The leading relativistic correction to an atomic level is smaller than the level itself by a factor of order $(Z\alpha)^2$, where $Z$ is the nuclear charge and $\alpha$ the fine-structure constant. The naive expectation for ions with a fixed number of electrons is therefore simple: as $Z$ rises, the 3p shell should shrink and gain binding by percentages that both climb as $Z^2$. Hartree-Fock results with and without relativity for the 23-electron sequence bear this out for the radius and contradict it for the energy.

Orbital energy ε and mean radius <r> of the 3p shell in the 23-electron sequence V to As10+, computed with B-spline radial code 1 for spherical atoms at the basis-set limit. The non-relativistic Hartree-Fock runs use a configuration average and a point nucleus, the Dirac-Coulomb Hartree-Fock runs an average over nl shells and a Fermi nucleus.

| species | Z | charge (e) | configuration | ε(3p), non-rel. (hartree) | ε(3p), Dirac, (2j+1) mean (hartree) | ε(Dirac)/ε(non-rel.) − 1 (%) | <r>(3p), non-rel. (bohr) | <r>(3p), Dirac, (2j+1) mean (bohr) | <r>(Dirac)/<r>(non-rel.) − 1 (%) |
| --- | --- | --- | --- | --- | --- | --- | --- | --- | --- |
| V | 23 | 0 | [Ar] 3d3 4s2 | -2.03347 | -2.03818 | 0.232 | 1.0236 | 1.0210 | -0.257 |
| Cr+ | 24 | 1 | [Ar] 3d5 | -2.36209 | -2.37570 | 0.576 | 0.97533 | 0.97204 | -0.338 |
| Mn2+ | 25 | 2 | [Ar] 3d5 | -3.15707 | -3.17199 | 0.473 | 0.90989 | 0.90665 | -0.356 |
| Fe3+ | 26 | 3 | [Ar] 3d5 | -4.11155 | -4.12921 | 0.430 | 0.84979 | 0.84656 | -0.380 |
| Co4+ | 27 | 4 | [Ar] 3d5 | -5.20274 | -5.22447 | 0.418 | 0.79597 | 0.79271 | -0.409 |
| Ni5+ | 28 | 5 | [Ar] 3d5 | -6.42075 | -6.44790 | 0.423 | 0.74807 | 0.74475 | -0.443 |
| Cu6+ | 29 | 6 | [Ar] 3d5 | -7.76053 | -7.79455 | 0.438 | 0.70538 | 0.70200 | -0.479 |
| Zn7+ | 30 | 7 | [Ar] 3d5 | -9.21917 | -9.26163 | 0.461 | 0.66721 | 0.66375 | -0.519 |
| Ga8+ | 31 | 8 | [Ar] 3d5 | -10.7948 | -10.8474 | 0.488 | 0.63293 | 0.62938 | -0.561 |
| Ge9+ | 32 | 9 | [Ar] 3d5 | -12.4862 | -12.5509 | 0.519 | 0.60199 | 0.59835 | -0.605 |
| As10+ | 33 | 10 | [Ar] 3d5 | -14.2924 | -14.3714 | 0.553 | 0.57393 | 0.57020 | -0.652 |

Here ε(3p) is the orbital energy and $\langle r\rangle$(3p) the mean radius of the shell. The Dirac values are means over 3p$_{1/2}$ and 3p$_{3/2}$ with weights $2j+1$, that is 2 and 4, and the two percentage columns give the relative change from the non-relativistic value. Vanadium is 3d³4s² while the ten ions are 3d⁵, so only Cr⁺ to As¹⁰⁺ form one series. Along it the contraction grows at every step, and divided by $(Z\alpha)^2$ it stays within 4 % of its mean, 0.108. The gain in binding starts at 0.576 % in Cr⁺, falls to 0.418 % in Co⁴⁺ and only then climbs, to 0.553 % in As¹⁰⁺.

The simpler system behind the expectation is the hydrogen-like ion. To first order the Dirac equation lowers its level $n,j$ by

$$\Delta = \frac{\alpha^2 Z^4}{2n^4}\left[\frac{n}{j+\tfrac12}-\frac34\right]\ \text{hartree}.$$

For $n=3$ the weighted mean of $n/(j+\tfrac12)$ is $(2\cdot 3+4\cdot 1.5)/6=2$, the bracket is 1.25, and $\Delta = 1.25\,\alpha^2Z^4/162$. Dividing by the binding energy $Z^2/18$ gives a relative gain of $0.139\,(Z\alpha)^2$. In this ion one charge fixes both the shift and the binding, and no other electron responds. The analogy supplies the powers of $Z$ and a natural size for the direct effect; it says nothing about the 22 other electrons, and each explanation below differs in how much of it is kept.

The tempting explanation keeps all of it and only rescales: gain $=a(Z\alpha)^2$. A least-squares fit of the logarithm over the ten ions gives $a=0.111$, with an rms error of 19 % of the tabulated percentage and Cr⁺ too low by 41 %. No choice of $a$ helps, because the form is monotonic. Nor can the dip be read as relativity weakening towards cobalt. The shift itself, the difference of the two energy columns, rises at every step among the ions, from 13.61 millihartree in Cr⁺ through 21.73 in Co⁴⁺ to 79.0 in As¹⁰⁺. The numbers rule this explanation out for the low charges, although the ratio of gain to $(Z\alpha)^2$ does settle near 0.095 from Ga⁸⁺ on.

The second explanation blames the denominator. The relativistic shift is earned near the nucleus, where the electron is fast and sees a large charge. The binding energy is set by the whole potential, including the repulsion of all other electrons, and starts from a small value that grows quickly as the ionic charge rises. As arithmetic this is exactly what the table shows: from Cr⁺ to Mn²⁺ the shift grows by 9.6 % and $|\varepsilon|$ by 33.7 %, and the shift first outgrows the binding between Co⁴⁺ and Ni⁵⁺ (24.9 % against 23.4 %). The explanation claims more, however, namely that the shift is a smooth screened power and the denominator does the rest. A shift $A(Z-s)^4$, with $A$ and $s$ fitted to the logarithm of the shift of the ten ions and then divided by the tabulated $|\varepsilon|$, does produce a minimum, but at Ni⁵⁺ and too shallow. It misses the table by 7 % rms, with Cr⁺ 14 % low and Co⁴⁺ 9 % high, far beyond the rounding of the energies. The two constants trade against each other and mean nothing singly.

A test without any fit says why it fails. For any positive power of $Z-s$ the growth per step must decline as $Z$ rises. In the table the growth of the shift is smallest at the first step, rises to 25.3 % between Ni⁵⁺ and Cu⁶⁺, and only afterwards declines, to 22.1 % at the last step. The irregularity therefore sits in the numerator as well: the low-charge ions have more shift than the continuation of the high-charge ions allows.

The third explanation adds that surplus to a smooth part. With the hydrogen-like prefactor kept fixed, each row implies a screening constant $s$, and for Zn⁷⁺ to As¹⁰⁺ the four values agree within 0.02 around their mean, 12.07. Cr⁺, which was not used in this mean, can be worked in full. The prefactor is $1.25\times 5.325\times10^{-5}/162 = 4.11\times10^{-7}$ hartree, $(24-12.07)^4 = 11.93^4 = 2.03\times10^{4}$, and the product is 8.3 millihartree, or 0.352 % of 2.362 hartree. The table has 13.6 millihartree, so 5.3 are left over, 39 % of the shift. The surplus shrinks at each step, to 1.3 millihartree in Co⁴⁺ and 0.3 in Cu⁶⁺. Its size depends on the smooth part chosen: taking instead a gain of $0.0955\,(Z\alpha)^2$, the mean ratio of the same four ions, makes it 49 % of the shift in Cr⁺. Both smooth parts are extrapolations, both rise monotonically, and with either the dip arises where a decaying surplus meets a rising background.

Theory names a cause for the surplus. Relativity acts on a 3p electron in three ways. The direct effect pulls it in and binds it more. The s and p$_{1/2}$ shells contract, screen the nucleus better and push 3p back up. The 3d electrons, kept from the nucleus by their angular momentum, feel a smaller direct effect but all of the added screening, so they are loosened and tend to move out, and then they repel the 3p electron less. How far they move depends on how soft the shell is, and it is softest at low charge, where the 3d binding is weakest and the shell reaches well outside 3p. In Mn²⁺ the Dirac 3d radii are 1.12 to 1.13 bohr against 0.907 for 3p; without relativity 3d is still the larger in Ni⁵⁺ (0.789 against 0.748 bohr) but no longer in Ga⁸⁺ (0.625 against 0.633).

This geometry also explains why energy and radius behave so differently. A spherical layer of charge produces a constant potential inside itself. Moving such a layer outward lowers that constant, which shifts the energy of an orbital inside it without exerting a force on it. As far as the 3d tail lies outside 3p, its expansion should lower ε(3p) and change $\langle r\rangle$(3p) much less. The picture is only partial: in Mn²⁺ the two shells peak at almost the same radius (0.77 bohr for 3d, 0.75 to 0.76 for 3p), so some of the charge that moves out leaves the inside of the 3p shell and adds to its contraction, and the nearly constant radius coefficient is a net result that includes this. The table agrees with a much weaker effect on the radius: from Cr⁺ to Co⁴⁺ the ratio to $(Z\alpha)^2$ drops from 0.188 to 0.108 for the energy and only from 0.110 to 0.105 for the radius. Little movement is needed. The direct 3p–3d Coulomb integral in Mn²⁺ is about 24.4 eV, five 3d electrons make 122 eV or 4.5 hartree, and the surplus of 3 to 5 millihartree is of the order of a thousandth of that; the 3d radius itself must change by more, since the integral follows it only in part.

The same calculations support the argument without proving it. Relativity lowers the 3d ionisation energy in all ten ions, relatively most in Cr⁺ (0.85 %) and least in As¹⁰⁺ (0.38 %), though in electronvolts the loss grows with $Z$. The sum of $\langle r^2\rangle$ over all electrons rises by 0.31 % in Cr⁺ although 3p contracts; since s shells contract too, the 3d shell must have expanded there. The sum is unchanged in Mn²⁺ and falls from Fe³⁺ on, but always by less than twice the relative change of the 3p radius, and that gap closes from 0.98 to 0.33 percentage points in parallel with the surplus. Any two quantities that decay with charge run in parallel, so this is consistency and no measurement of the 3d share. Nor is the surplus that share. Both smooth parts were fixed on Zn⁷⁺ to As¹⁰⁺, where relativity still loosens 3d (its ionisation energy drops by 0.44 to 0.38 %), so they absorb the 3d response that remains there. The surplus counts only the excess over it, and the whole 3d contribution should be larger and should not vanish at high charge. A Dirac run with 3d frozen at its non-relativistic shape would measure it.

The constant $s=12.07$ must not be read as the screening of the direct effect, and here the hydrogen-like analogy ends. In that ion both $j$ levels are lowered and the spin-orbit splitting is 1.2 times the mean shift. In Mn²⁺ 3p$_{1/2}$ gains 48.16 millihartree while 3p$_{3/2}$ loses 1.70, so the mean, $(2\cdot 48.16-4\cdot 1.70)/6=14.92$, is less than a third of the splitting, and the contraction is likewise almost all 3p$_{1/2}$ (0.97 % against 0.05 %). The non-relativistic spin-orbit constants of Ni⁵⁺ and Ga⁸⁺ likewise give a splitting near three times the mean shift. The mean shift is a remainder of opposing effects, which is why a modest 3d response can change it by tens of percent. For the same reason omitted terms matter: the Breit interaction would raise the mean 3p level of Mn²⁺ by 0.10 eV, against a Dirac shift of −0.41 eV. The difference between point and finite nucleus is negligible for 3p at these $Z$.

Vanadium lies on the other side of the smooth part, with 4.71 millihartree, 1.15 below the screened form, and its total $\langle r^2\rangle$ falls by 0.88 %, more than twice the 3p change. A plausible guess is that the outer layer now contains a 4s pair that contracts and raises the potential inside it, with fewer 3d electrons to offset this; the step from V to Cr⁺ changes configuration, charge and $Z$ at once and cannot test it. All rows are uncorrelated averages over the configuration. The high-spin ground term of 3d⁵ binds its d electrons more tightly through exchange, so its surplus may be somewhat smaller, which is untested here. For a neighbouring case the argument points to the shell outside: a soft d shell should add to the relativistic gain of an inner p level, an outer s shell should subtract from it, and once the charge has stiffened the outer shell the percentage should return to growth roughly as $Z^2$.
